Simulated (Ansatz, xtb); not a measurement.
# Relative energy of two isomers of C6H10BF

Structure X: `C#CCB(F)CCC`, a singlet. Structure Y: `C=C[C@@H]1CC[C@@H]1BF`, a singlet. Both are isolated molecules in the gas phase, relaxed with PBE0-D3(BJ)/def2-SVP; each stands in its lowest conformer found.

X (Å):

```xyz
18

C     2.2033   -1.3843   -1.3031
C     2.3284   -0.4379   -0.5568
C     2.4556    0.6770    0.3630
C     0.3752   -0.3879    1.8960
C    -0.8039   -0.1373    0.9409
C    -1.9210   -1.1573    1.0951
B     1.5335    0.6305    1.6520
F     1.7773    1.5899    2.5473
H     2.1002   -2.2188   -1.9711
H     3.5023    0.7891    0.7005
H     2.2259    1.6300   -0.1520
H     0.0303   -0.3476    2.9424
H     0.7613   -1.4065    1.7088
H    -1.2080    0.8759    1.1113
H    -0.4387   -0.1511   -0.0999
H    -2.7549   -0.9511    0.4064
H    -2.3248   -1.1567    2.1202
H    -1.5560   -2.1753    0.8840
```

Y (Å):

```yaml
atoms:
  - { symbol: C, position_ang: [-3.6134, 0.0363, 0.4785] }
  - { symbol: C, position_ang: [-2.3140, -0.1897, 0.6810] }
  - { symbol: C, position_ang: [-1.1978, 0.4752, -0.0553] }
  - { symbol: C, position_ang: [-0.0885, -0.5017, -0.5225] }
  - { symbol: C, position_ang: [0.7753, -0.0958, 0.6826] }
  - { symbol: C, position_ang: [-0.1207, 1.1442, 0.8878] }
  - { symbol: B, position_ang: [-0.6625, 1.5506, 2.2943] }
  - { symbol: F, position_ang: [-0.3947, 0.7961, 3.3537] }
  - { symbol: H, position_ang: [-3.9551, 0.7521, -0.2763] }
  - { symbol: H, position_ang: [-4.3815, -0.4839, 1.0564] }
  - { symbol: H, position_ang: [-2.0171, -0.9193, 1.4478] }
  - { symbol: H, position_ang: [-1.6104, 1.1398, -0.8294] }
  - { symbol: H, position_ang: [-0.3766, -1.5599, -0.6180] }
  - { symbol: H, position_ang: [0.3501, -0.1745, -1.4770] }
  - { symbol: H, position_ang: [1.8435, 0.0880, 0.4958] }
  - { symbol: H, position_ang: [0.6967, -0.8043, 1.5215] }
  - { symbol: H, position_ang: [0.2841, 2.0299, 0.3700] }
  - { symbol: H, position_ang: [-1.3579, 2.5251, 2.4868] }
```

Quicker runs give these differences E(Y) − E(X): GFN2-xTB −17.6 kcal/mol; HF/STO-3G −5.2 kcal/mol (at GFN2-xTB geometries); r2SCAN-D4/def2-SVP +3.2 kcal/mol (at GFN2-xTB geometries).

Task: Which of the two would you expect CCSD(T)/def2-SVP + ΔMP2/def2-TZVPP electronic energies to favour?

Result: Structure X; the calculation gives E(Y) − E(X) = +4.1 kcal/mol.

The same difference at several levels:

| level | geometry | E(Y) − E(X) (kcal/mol) | departure from the last row (kcal/mol) | job, with rough time for the two |
| --- | --- | --- | --- | --- |
| GFN2-xTB | GFN2-xTB | −17.6 | −21.8 | optimisation, 0.3 s |
| HF/STO-3G | GFN2-xTB | −5.2 | −9.3 | single point, 0.38 s |
| r2SCAN-D4/def2-SVP | GFN2-xTB | +3.2 | −0.9 | single point, 3.7 s |
| PBE0-D3(BJ)/def2-SVP | PBE0-D3(BJ)/def2-SVP | −0.5 | −4.6 | optimisation, 1.8 min |
| HF/def2-SVP | PBE0-D3(BJ)/def2-SVP | +6.9 | +2.8 | part of the CCSD(T) run |
| MP2/def2-SVP | PBE0-D3(BJ)/def2-SVP | +4.6 | +0.5 | part of the CCSD(T) run |
| CCSD(T)/def2-SVP | PBE0-D3(BJ)/def2-SVP | +3.0 | −1.1 | single point |
| CCSD(T)/def2-SVP + ΔMP2/def2-TZVPP | PBE0-D3(BJ)/def2-SVP | +4.1 |  | single point, 2.1 min |

As drawn, Y has 1 C=C, 2 C–C, 1 B–H in place of 1 C≡C, 1 C–B, 1 C–H. Structure X has no ring, Y a 4-membered ring.

GFN2-xTB, HF/STO-3G put the two in the other order. PBE0-D3(BJ)/def2-SVP finds them nearly level. The largest departure from CCSD(T)/def2-SVP + ΔMP2/def2-TZVPP is that of GFN2-xTB, 21.8 kcal/mol. The last row adds to CCSD(T) the change of the MP2 difference between the two basis sets, here +1.1 kcal/mol.

With thermal terms from frequencies at re-optimised GFN2-xTB minima (ideal gas, soft modes damped towards free rotors, one conformer each, 298.15 K, 1 atm): on the last row, ΔE + ΔZPE = +5.1, ΔH = +4.2, ΔG = +6.2 kcal/mol.

The correlated steps freeze 8 core orbitals. Mirror images aren't counted in ΔG. Run with Ansatz 0.2.0, xtb 6.7.1; the last row on 4 threads of Arm Neoverse V2 on a shared host.

X is favoured by only a small margin, the result of large opposing bond terms. Replacing an alkyne by an alkene and extra C–C σ bonds would normally favour Y strongly, but closing the cyclobutane ring gives much of that gain back as angle and torsional strain. Y also has a B–H bond where X has a second B–C bond, the unfavourable direction of a hydroboration. Hyperconjugation from two alkyl groups into the empty boron p orbital probably helps X further.

Electron correlation narrows the Hartree–Fock gap in the same basis from +6.9 to +3.0 kcal/mol, as expected for the more compact ring, but doesn't reverse it. The opposite sign with STO-3G probably reflects the minimal basis, which describes π bonds poorly relative to σ bonds. Entropy adds to the preference for X, whose open chain keeps soft torsions that the ring removes. This thermodynamic ordering says nothing about how readily the isomers interconvert.
